In this stack of one MoTe₂ and two WS₂ layers, the states around the Fermi level look like a mixture of tellurium and tungsten, but the numbers fit better with two separate sets of states, one in each material, that happen to fall into the same energy window. The tempting conclusion, a conducting Te–W hybrid at the interface, comes from adding up states that need not have anything to do with each other.

Ansatz 0.2.0: scalar-relativistic plane-wave PAW DFT (LDA) without spin polarisation or spin–orbit coupling, for a stack of one MoTe₂ and two WS₂ layers with fixed atoms. The cutoff is 500 eV, the k mesh 9 × 9 × 1 and the Gaussian smearing 0.05 eV. Both window limits are measured from the Fermi level, and the orbital shares are fractions of the Löwdin projections.

```
bottom of the window, from the Fermi level (eV)  top of the window (eV)  states in the window (per cell)  share of W 5d  share of Te 5p  share of S 3p  share of Mo 4d
                                         -15.69                  -10.52                            12.00           0.07            0.00           0.00            0.00
                                          -7.39                   -4.91                            13.46           0.22            0.14           0.50            0.00
                                          -4.91                   -2.46                            18.15           0.18            0.18           0.50            0.10
                                          -1.20                    0.00                             2.67           0.09            0.37           0.04            0.48
                                          -0.25                    0.25                             0.25           0.34            0.54           0.00            0.06
                                           0.00                    1.20                             5.33           0.54            0.07           0.22            0.14
```

Each row collects the states between two energies, measured from the Fermi level, and says which atomic orbitals they are made of. A printed zero stands for a small share, up to about 0.04, and the s orbitals that make up most of the lowest row have no column. The row that invites the mistake is the narrow one, from −0.25 to 0.25 eV. Its share of Te 5p is 0.54 and its share of W 5d is 0.34, with little else. Since it also contains a finite number of states, it is easily read as a metallic band shared by Te and W.

The metallic part of that reading loses its support at once. The same calculation has a gap of 0.09 eV on its k mesh, and this gap lies inside the narrow window. The window is 0.5 eV wide, so it reaches past the gap on both sides and counts filled states together with empty ones. A finite count in such a window is no sign of a metal, although band edges between the mesh points could still make the gap smaller.

Whether the states are hybrids is a harder question. Two orbitals mix strongly when they overlap well and have similar energies. In a layered crystal there is a further condition: when the layers share one in-plane lattice, only states with the same wave vector k can mix. Tungsten meets tellurium poorly on the first count, because each W atom is enclosed between two sheets of sulphur and Te can reach it only through them. Two band edges may therefore lie close in energy and still keep to their own layers, above all if they belong to different k.

The wider windows on either side show which layers are involved. Of the density between −1.20 eV and the Fermi level, 87% sits on MoTe₂. Between the Fermi level and 1.20 eV, 80% sits on WS₂. This suggests that the highest filled states belong to MoTe₂ and the lowest empty ones to WS₂, an arrangement called staggered alignment. It would mean that excited electrons collect in WS₂ and holes in MoTe₂.

The narrow window overlaps both of these neighbours, so a simple explanation of its row would be a blend of the two. The blend can be tested by choosing its weights so that it gives the right division between the layers, which takes 41% of the upper window and 59% of the lower. It then predicts a Te 5p share of 0.25, less than half of what the narrow row has. No other choice of weights can help, because a blend must lie between its ingredients, and 0.54 is above both 0.37 and 0.07. Mo 4d fails in the opposite direction: its share of 0.06 is below that of both neighbours.

What fails here is the assumption that the edge of a band has the same make-up as the band as a whole. Within one layer the metal d and chalcogen p orbitals combine with phases that change with k, so the mixture changes across the band. A narrow window picks out only a few k points and can find almost pure p or almost pure d states. Separate edges are therefore still possible, but they need a test that does not rely on averages over wide windows.

The k mesh supplies one. It has 9 × 9 = 81 points, and each band holds two electrons, so one band at one k point adds 2/81 of a state to the count. If N is the number of such band-and-k states in a window and n is the number of states per cell listed in the table, then

n = 2N/81

For the narrow window the table gives n as 0.25; the less rounded value from the same calculation is 0.2469. This leads to

N = 81 × 0.2469/2 = 10.0

The whole row rests on ten states.

Suppose now that each of the ten lies entirely in one material. The share of the density on MoTe₂ must then be a whole number of tenths, whereas states that mix with others outside the window could give any value. Adding up the density around the two Te atoms and the Mo atom gives

0.256 + 0.254 + 0.089 = 0.599

This is six tenths to within 0.001, as if six states belonged to MoTe₂ and four to WS₂. The six was chosen as the nearest whole number, so the evidence lies in the closeness of the match: a share picked at random would come this near to some whole tenth only a few times in a hundred tries.

Such a match is worth something only if the division of space among the atoms is accurate, and the deepest window offers a check. It holds the chalcogen s bands, one for each of the six chalcogen atoms, of which two are Te. One third of its density should therefore be on MoTe₂, and the calculation gives 0.334. This check is a lenient one, because density that leaks from one layer into the other can be balanced by leakage the other way. The orbital shares give a second one for the narrow window itself. They divide the states by orbital and not by space, and Te 5p and Mo 4d together make 0.54 + 0.06 = 0.60, which agrees with the share found from the density.

The s bands also show what the count cannot decide. They would give one third even if Te and S orbitals were mixed among themselves, because mixing within a complete set leaves the total on each layer unchanged. In the same way, two of the ten states could be Te–W hybrids of each other and the sum would still be six tenths. The count therefore speaks against mixing with states outside the window, unless gains and losses happen to cancel, while the purity of each single state remains an inference from the weak contact between the layers.

With the two materials separated, the orbital shares make more sense. Dividing the Te 5p share by the part of the density on MoTe₂ gives about 0.9 in the narrow window, against 0.4 in the wide window below the Fermi level. The six MoTe₂ states are thus nearly pure tellurium p. The four WS₂ states are mostly W 5d, and the zero printed for S 3p stands for a share of about 0.02. Four is also the number expected if each of the two WS₂ layers has its lowest empty states at the two distinct corners of the Brillouin zone, K and K′, which have equal energies. The two W atoms do carry almost the same part of the density in this window, so both layers take part equally. The corners themselves remain a guess, since the states are not listed by k.

The strong tellurium character is unusual, because the top of the filled bands in MoTe₂ normally contains much Mo 4d. Strain may be the reason. The layers share one in-plane lattice constant of 3.297 Å, which is shorter than that of free MoTe₂, so the Te atoms are pressed together within their plane. Where p orbitals on neighbouring Te atoms meet head-on with opposite sign, they are antibonding, and a shorter distance raises their energy. This could lift a Te p band above the Mo-rich one, but without an unstrained layer for comparison it remains a conjecture.

Strain also limits what can be read from the gap. WS₂ is stretched to the same lattice constant, which tends to lower its empty states, and LDA usually makes gaps too small. Spin–orbit coupling, which is left out, splits bands in these materials by up to some tenths of an electronvolt, more than the whole gap found here. The atoms were not relaxed at this level of theory, and forces of up to 0.68 eV/Å remain on them. Magnetic moments were not allowed either, which is probably harmless because such layers are normally nonmagnetic. The value of 0.09 eV is therefore not a reliable gap, and a better calculation might widen the gap or close it. The shares in the narrow row are fragile too: one more MoTe₂ state in the window would move the layer share from 6/10 to 7/11, or from 0.60 to 0.64. States at k points related by symmetry enter together, so the real jump could be larger.

The most direct test of what remains open would be to list the layer share of each of the ten states. Another is to cut the narrow window at the Fermi level and repeat the count on a finer k mesh. If the edges are separate and staggered, the lower half will sit almost wholly on MoTe₂ and the upper half almost wholly on WS₂. If both halves contain Te and W in similar amounts, the hybrid has to be taken seriously again, although overlapping bands of separate layers could give the same picture. The printed analysis below gives the layer shares and the blend test for comparison.

Numerical output:

```
Where the states sit:
     row  share on MoTe2  share on both WS2 layers  band-k points on the mesh
  -15.69           0.334                     0.666                        486
   -7.39           0.196                     0.804                      545.1
   -4.91            0.29                      0.71                      735.1
    -1.2           0.874                     0.126                      108.1
   -0.25           0.599                     0.401                      10.12
     0.0           0.198                     0.802                      215.9
Gap as a part of the width of the narrow window: 0.1792
Blend of neighbours, weight of the upper window that fits the layer share: 0.4068
Te 5p share that this blend predicts for the narrow window: 0.248
Mo 4d share that this blend predicts for the narrow window: 0.3417
W 5d share that this blend predicts for the narrow window: 0.2731
Separate layers, MoTe2 share for six points of ten: 0.6
MoTe2 share found less six tenths: -0.001
MoTe2 share if one more MoTe2 point fell into the window: 0.6364
Deep chalcogen s window, MoTe2 share less one third: 0.0006667
Te 5p per MoTe2 share, narrow window: 0.9015
Te 5p per MoTe2 share, window below: 0.4233
Mo 4d per MoTe2 share, narrow window: 0.1002
Mo 4d per MoTe2 share, window below: 0.5492
W 5d per WS2 share, narrow window: 0.8479
W 5d per WS2 share, window above: 0.6733
```
